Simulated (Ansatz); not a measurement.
# Smearing, entropy and the zero-width energy in VN2

All numbers below come from Ansatz 0.2.0, DFT PBEsol, scalar-relativistic, plane waves, PAW.

```xyz
6
Lattice="-2.1507 2.1507 2.4914 2.1507 -2.1507 2.4914 2.1507 2.1507 -2.4914" Properties=species:S:1:pos:R:3 pbc="T T T"
V     0.0000    0.0000    1.2457
V     0.0000    0.0000    3.7370
N     2.6459    0.4951    0.0000
N     1.6556    0.4951    2.4914
N    -0.4951    1.6556    2.4914
N     0.4951    1.6556    0.0000
```

| Property | Result |
| --- | --- |
| plane-wave cutoff | 420 eV |
| Γ-centred k-mesh | 12×12×12 |
| spin treatment | unpolarised |

The same metal under several smearings of width σ, on one mesh. F is the free energy, TS the smearing's entropy term for the cell of 6 atoms, and E = F + TS. Gaussian occupations are ½ erfc[(ε − μ)/σ], and N counts both spins.

```csv
rule,σ (eV),F − F(narrowest) (meV/atom),TS (meV/cell)
Fermi–Dirac,0.02,0.000,3.825
Fermi–Dirac,0.5,-161.742,1948.262
Gaussian,0.1,-0.850,13.238
Gaussian,0.2,-3.968,48.623
Gaussian,0.3,-8.967,106.840
Gaussian,0.5,-24.515,288.210
```

Task: For a density of states N (both spins) that is flat over the smeared range, TS = Nσ²/2 (Gaussian) and (π²/3)Nσ² (Fermi–Dirac). What N does each run give?

Result:
| rule | σ (eV) | N (states/eV a cell) |
| --- | --- | --- |
| Fermi–Dirac | 0.02 | 2.91 |
| Fermi–Dirac | 0.5 | 2.37 |
| Gaussian | 0.1 | 2.65 |
| Gaussian | 0.2 | 2.43 |
| Gaussian | 0.3 | 2.37 |
| Gaussian | 0.5 | 2.31 |

Equal entropy needs σ_Gauss = π√(2/3) σ_FD = 2.57 σ_FD, so a Fermi–Dirac width acts like a Gaussian one 2.57 times as large. At moderate widths N lies between 2.37 and 2.91. The drift shows structure in the density of states within the smeared window (a rise with width points to a dip at the Fermi level, a fall to a peak or a steep flank), or a mesh too coarse for the narrower widths. At the narrowest widths only the few mesh levels within σ of μ count, so N can scatter there.

Task: To second order F = E0 − TS/2 and E = E0 + TS/2. How well does E0 = (E + F)/2 undo the smearing?

Result:
```csv
rule,σ (eV),F − E0(narrowest) (meV/atom),(E + F)/2 − E0(narrowest) (meV/atom)
Fermi–Dirac,0.02,-0.32,0.00
Fermi–Dirac,0.5,-162.06,0.29
Gaussian,0.1,-1.17,-0.07
Gaussian,0.2,-4.29,-0.24
Gaussian,0.3,-9.29,-0.38
Gaussian,0.5,-24.83,-0.82
```

At Gaussian 0.3 eV the free energy is off by -9.29 meV/atom and the mean by -0.38. What remains is of order σ⁴ plus the mesh error of the narrowest run, which is no exact reference. Forces and stress are derivatives of F, not of E0, so they keep the σ² error.

7 further runs of this set aren't shown, and 1 didn't finish or converge.

The geometry contains N–N pairs at roughly single-bond length, so VN2 is better read as a pernitride than as a nitride of isolated N³⁻ ions. Formally, each pair takes four electrons and fills its π* levels, leaving vanadium(IV) with one d electron. The finite density of states found from the entropy fits this picture, and the carriers are probably V 3d states with some N₂ π* admixture.

Under Gaussian smearing, N falls steadily with width, as it would if the Fermi level lay on a local maximum or flank of a d band. Fermi–Dirac at 0.5 eV breaks the trend: it has the largest effective width, yet its N lies above that of Gaussian 0.5 eV. Its tails probably reach denser states further away. The residual of the mean energy also changes sign there, so its small size suggests cancellation between opposite contributions rather than a better extrapolation. Whether the d electrons would polarise remains open, since only the unpolarised state was computed.
